**Q.** We use HF as an etchant, and I was sent this scan of one HF molecule pulled away from a ring nitrogen of pyrimidine. The interaction energy is split into four terms. How should each one run with distance, and are there rows that don't follow?

PySCF 2.14.0, BLYP-D3(BJ)/def2-SVPD with density fitting, for pyrimidine and HF (both neutral singlets) in the gas phase, with HF moved rigidly along the N···H line from a GFN1-xTB geometry. Interaction energies are cluster less frozen parts (negative is bound); the four terms sum to the uncorrected value, and the Pauli term includes exchange-correlation.

| contact distance (Å) | interaction counterpoise (kcal/mol) | interaction uncorrected (kcal/mol) | electrostatic term (kcal/mol) | pauli term (kcal/mol) | orbital term (kcal/mol) | dispersion or correlation term (kcal/mol) |
| --- | --- | --- | --- | --- | --- | --- |
| 1.178 | 1.810 | -0.280 | -50.81 | 112.72 | -60.48 | -1.710 |
| 1.251 | -4.950 | -6.850 | -44.74 | 89.04 | -49.52 | -1.640 |
| 1.325 | -9.430 | -11.200 | -39.12 | 70.14 | -40.63 | -1.590 |
| 1.398 | -12.380 | -14.040 | -34.09 | 55.11 | -33.44 | -1.620 |
| 1.472 | -14.200 | -15.770 | -29.68 | 43.21 | -27.61 | -1.690 |
| 1.546 | -15.110 | -16.600 | -25.84 | 33.81 | -22.90 | -1.670 |
| 1.619 | -15.380 | -16.800 | -22.53 | 26.43 | -19.08 | -1.620 |
| 1.840 | -14.140 | -15.320 | -15.12 | 12.58 | -11.38 | -1.410 |
| 2.208 | -10.050 | -10.980 | -8.23 | 3.68 | -5.37 | -1.050 |
| 2.944 | -4.280 | -4.850 | -3.13 | 0.38 | -1.61 | -0.480 |
| 4.416 | -0.980 | -1.100 | -0.85 | 0.04 | -0.21 | -0.080 |

**A.** The contact distance $R$ is the N···H separation in this BLYP-D3(BJ) scan, and both molecules are held rigid. The electrostatic term is the Coulomb energy of the two frozen charge clouds, the Pauli term is the cost of keeping same-spin electrons apart once the clouds overlap, and the orbital term is what the electrons regain by relaxing. These three and the dispersion term add up to the uncorrected interaction. The counterpoise column removes the gain that each part gets by borrowing basis functions from its partner, and the difference between the two columns is the basis error.

Near contact the curve is governed by the overlap of two density tails, and such tails die off exponentially. The simplest case is two hydrogen atoms with parallel spins: one electron is forced into the antibonding orbital, and the repulsion goes roughly as the square of the overlap, so it falls exponentially too. The nitrogen lone pair and the H–F bond pair repeat this for each spin. The analogy covers the Pauli term only, since hydrogen atoms have no permanent multipoles and only one decay length.

**Q.** How do you test for smoothness without fitting a curve?

**A.** If a term has size $|E| = A e^{-\beta R}$, with $A$ a prefactor and $\beta$ the decay rate, then three equally spaced rows obey $E(R)^2 = E(R-s)\,E(R+s)$ for any step $s$. Each row should therefore equal the geometric mean of its neighbours, and the local rate $\beta = -\mathrm{d}\ln|E|/\mathrm{d}R$ should be steady or drift slowly. The seven innermost rows are equally spaced, so the five that have a neighbour on each side can be tested this way. Nothing was fitted to any row, and the row-by-row values are in the output printed after this text.

The three large terms pass. For the second row the Pauli neighbours give $\sqrt{112.72 \times 70.14} = 88.92$ kcal/mol, and the table has 89.04. Across the five rows none of the three terms leaves its neighbours' mean by as much as half a per cent. What deviation there is changes gradually from row to row, which is the mark of gentle curvature in $\ln|E|$.

The Pauli rate stays between 3.20 and 3.36 Å$^{-1}$ over the first eight steps, out to 2.208 Å, while the term drops about thirtyfold. The reason, argued from the geometry, is that frozen parts in one closed-shell state give the energy nothing to switch between. In the six innermost rows the N···H–F unit is nearly straight and the H–F bond stays at 0.99 Å, so no proton moves. The run records keep pyrimidine and HF as separate molecules and carry no warning of a bond between them. The notes supplied with the data do warn of parts joined by a bond, but that comes from the data makers' tests on other systems, not from these runs.

**Q.** The dispersion column goes down, up and down again. Is that the break?

**A.** It is the only break in the inner rows. Coming inward, the term strengthens to $-1.69$ kcal/mol at 1.472 Å, weakens to $-1.59$ at 1.325 Å, and then strengthens again. No other term reverses direction anywhere in the table.

Against the neighbours' mean the size of the term is 2.75 % too large at the first of these rows and 2.45 % too small at the second, with rounding worth about 0.6 %. In energy the reversal is 0.10 kcal/mol. The large terms depart from their neighbours' means by comparable amounts of energy, so the ripple is singled out by its swing from one sign to the other within two steps, and its size alone would not flag it.

The argument for the cause runs through the form of the correction. D3(BJ) sums damped pair terms such as $-C_6/(r^6 + f^6)$, with $r$ an atom-pair distance, $f$ a damping length and $C_6$ the pair coefficient. Moving HF inward along this line shortens every distance between the parts, so fixed coefficients would give a term that strengthens and flattens. D3 does not keep them fixed: it counts neighbours with a smooth switch and lowers $C_6$ for atoms that appear more highly coordinated, since bonded atoms are less polarisable. The dispersion term is the cluster less its parts, so a lower coefficient on nitrogen also weakens its pairs inside the ring, whose distances never change.

With rough recalled covalent radii the N···H switch is half on at 1.37 Å. The count rises from 0.25 to 0.64 between the two rows where the term weakens, so place and direction both match. Once nitrogen's coefficient has moved most of the way to its three-coordinate value, the closing distance can take over again. This makes the ripple a probable artefact of the correction, though no run with fixed coefficients tests it.

**Q.** Does it spoil the total curve or the position of the minimum?

**A.** Hardly. The third differences of the total run more evenly once dispersion is taken out. The unrounded energies of the six innermost rows show that this is no rounding effect, but the change is only about a tenth of a kcal/mol. The lowest row is 1.619 Å with or without counterpoise. From there to the innermost row the Pauli term rises by 86.29 kcal/mol against gains of 41.40 in the orbital term and 28.28 in the electrostatic term, so a ripple of a tenth does not shape the wall.

Two other features look like breaks and are not. The orbital term overtakes the electrostatic one between 1.398 and 1.325 Å simply because it is steeper, and their ratio changes in one direction through all rows. The sign of the total in the innermost row, $+1.81$ kcal/mol with counterpoise and $-0.28$ without, comes from near-cancellation of large terms at the zero crossing, where the basis error is enough to decide it.

**Q.** What about the far rows, where the spacing is uneven?

**A.** There the exponential is continued outward from the last step that still follows it, and the two predicted rows take no part in setting the rate. For the first of them this gives $3.68\,e^{-3.34 \times 0.736} = 0.315$ kcal/mol. The table lies about a fifth higher.

At 4.416 Å the continued exponential gives 0.002 kcal/mol and the table has 0.04, well outside the rounding of 0.005. As a ratio this is the largest break in the table, and as an energy it is the smallest. Its cause is a guess: the column also holds exchange-correlation energy, which need not follow the squared overlap, and diffuse basis tails or integration noise could matter at this size.

The orbital rate falls at every step, from 2.72 to 1.38 Å$^{-1}$, a drift with no jump. Theory attributes this to charge transfer, which needs overlap, giving way to polarisation, which needs only a field and decays as a power. The tail should not be read for an exponent, because the basis error grows from 3.5 % of the orbital term in the first row to 57 % in the last. That the error sits in this term is argued from the construction: the frozen terms use each part's own orbitals, and borrowing begins only when they relax.

**Q.** The electrostatic tail goes as about $R^{-3}$. That must be two dipoles?

**A.** The power near three belongs to the N···H distance, whereas point dipoles are separated by the distance $D$ between molecular centres. The HF dipole $\mu_B$ points along the line of centres toward the ring, and the pyrimidine dipole $\mu_A$ lies on the twofold axis at an angle $\theta$ to it, with its negative end taken on the nitrogen side. The dipole–dipole energy $[\boldsymbol{\mu}_A\!\cdot\!\boldsymbol{\mu}_B - 3(\boldsymbol{\mu}_A\!\cdot\!\hat{D})(\boldsymbol{\mu}_B\!\cdot\!\hat{D})]/D^3$, with $\hat{D}$ the unit vector between centres, then reduces to $-2\mu_A\mu_B\cos\theta/D^3$. With the relaxed parts' dipoles in debye from the same calculation, and about 14 kcal/mol per D$^2$/Å$^3$, the last row gives

$$E \approx -\frac{2 \times 2.289 \times 1.787 \times \cos 59^\circ}{6.67^3} \times 14 \approx -0.20\ \text{kcal/mol}.$$

The table has $-0.85$ kcal/mol, four times as much, and the ratio grows at every step inward to 34 in the first row. Measured in $D$, the local power over the last step is 5.2, against three for dipoles. The standard explanation is that HF sees the nearby lone pair and the higher multipoles of the ring more than its overall dipole, with interpenetration of the clouds adding attraction at short range. The term is smooth throughout, and what fails here is the point-dipole picture.

**Q.** So where would a chemical break appear, and what does this mean for an etch mixture?

**A.** A chemical break needs a change of electronic character, and for a base with HF that is transfer of the proton to nitrogen. The rigid path blocks it, and the charge passed from pyrimidine to HF only creeps from 0.081 e at 1.546 Å to 0.116 e at 1.178 Å. If H–F were free to stretch, theory places any such change at short contact, where the orbital term would steepen as an N–H bond formed. Whether the proton would hop or slide across is left open, since no row relaxes the H–F bond.

For etching silicon oxide, the scan shows that a ring nitrogen holds one HF firmly and polarises the pair. Paying the 1.80 kcal/mol needed to deform both parts leaves $-13.58$ kcal/mol at the lowest row, an electronic energy on a rigid path built from a tight-binding geometry, without zero-point or thermal terms. That geometry came from a short search, so a more stable arrangement of the pair may exist. The cluster dipole of 5.59 D at the row just inside exceeds even the aligned sum of the relaxed parts, 4.08 D. Functionals like BLYP tend to overstate charge transfer, by an amount untested here, and a gas-phase pair gives no etch rate.

Numerical output:

```
unit distance 1.4720 A, rebuilt vs printed max 0.0004 A; terms vs total max 0.010; energy rounding 0.005 kcal/mol
step (A) | decay -dln|E|/dR (1/A): Pauli orbital elstat disp | elstat power: contact, centre distance
1.178-1.251 | 3.20 2.72 1.73 +0.57 | 2.10 6.00
1.251-1.325 | 3.24 2.69 1.82 +0.42 | 2.35 6.46
1.325-1.398 | 3.28 2.65 1.87 -0.25 | 2.55 6.76
1.398-1.472 | 3.31 2.60 1.88 -0.57 | 2.70 6.94
1.472-1.546 | 3.33 2.54 1.88 +0.16 | 2.84 7.08
1.546-1.619 | 3.35 2.48 1.86 +0.41 | 2.95 7.15
1.619-1.840 | 3.36 2.34 1.81 +0.63 | 3.12 7.19
1.840-2.208 | 3.34 2.04 1.65 +0.80 | 3.34 7.07
2.208-2.944 | 3.08 1.64 1.31 +1.06 | 3.36 6.33
2.944-4.416 | 1.53 1.38 0.89 +1.22 | 3.21 5.23
R (A) | basis error kcal/mol, % of orbital | orb/elst | disp % of total uncorr. | D3 N-H count | centre R, dipole est., elst/est.
1.178 | 2.09 3.5 | 1.19 | 611 | 0.93 | 3.43 -1.49 34
1.251 | 1.90 3.8 | 1.11 | 24 | 0.83 | 3.51 -1.40 32
1.325 | 1.77 4.4 | 1.04 | 14 | 0.64 | 3.58 -1.32 30
1.398 | 1.66 5.0 | 0.98 | 12 | 0.43 | 3.65 -1.24 28
1.472 | 1.57 5.7 | 0.93 | 11 | 0.25 | 3.73 -1.17 25
1.546 | 1.49 6.5 | 0.89 | 10 | 0.14 | 3.80 -1.10 23
1.619 | 1.42 7.4 | 0.85 | 10 | 0.08 | 3.87 -1.04 22
1.840 | 1.18 10.4 | 0.75 | 9 | 0.02 | 4.09 -0.88 17
2.208 | 0.93 17.3 | 0.65 | 10 | 0.00 | 4.46 -0.68 12
2.944 | 0.57 35.4 | 0.51 | 10 | 0.00 | 5.20 -0.43 7
4.416 | 0.12 57.1 | 0.25 | 7 | 0.00 | 6.67 -0.20 4
R (A) | size above neighbours' geometric mean, %: Pauli orbital elstat disp (disp rounding, %)
1.251 | +0.14 -0.10 +0.35 -0.54 (0.6)
1.325 | +0.13 -0.16 +0.17 -2.45 (0.6)
1.398 | +0.10 -0.16 +0.05 -1.17 (0.6)
1.472 | +0.10 -0.23 +0.00 +2.75 (0.6)
1.546 | +0.05 -0.23 -0.07 +0.93 (0.6)
dispersion less straight line 1.178-1.619 A, kcal/mol: [ 0.055  0.09   0.045 -0.04  -0.035] rounding 0.01
dispersion change 1.472 to 1.325 A: +0.10 kcal/mol; D3 count midpoint 1.37 A
third differences, total uncorrected: [-0.71 -0.4  -0.21 -0.27] rounding up to 0.04
third differences, less dispersion:   [-0.65 -0.44 -0.34 -0.21] rounding up to 0.08
Pauli at 2.944 A: table 0.38, continued exponential 0.315, excess 0.065 kcal/mol, ratio 1.2
Pauli at 4.416 A: table 0.04, continued exponential 0.002, excess 0.038 kcal/mol, ratio 17.3
last Pauli decay within rounding 1.45-1.62 1/A; orbital plus basis error, last two rows -1.04, -0.09
lowest row 1.619 A (uncorrected 1.619 A); with deformation 1.80: -13.58 kcal/mol
change 1.619 to 1.178 A: Pauli +86.29 orbital -41.40 elstat -28.28 disp -0.09 total +16.52
change 1.619 to 1.84 A: Pauli -13.85 orbital +7.70 elstat +7.41 disp +0.21 total +1.48
H-F 0.99 A, N-H-F 179 deg, angle of dipoles 59 deg
dipole at 1.546 A 5.59 D; parts: largest sum 4.08, vector sum 3.55 D
1.178 vs 1.546 A: shifted charge ratio 1.43, orbital term ratio 2.64
```
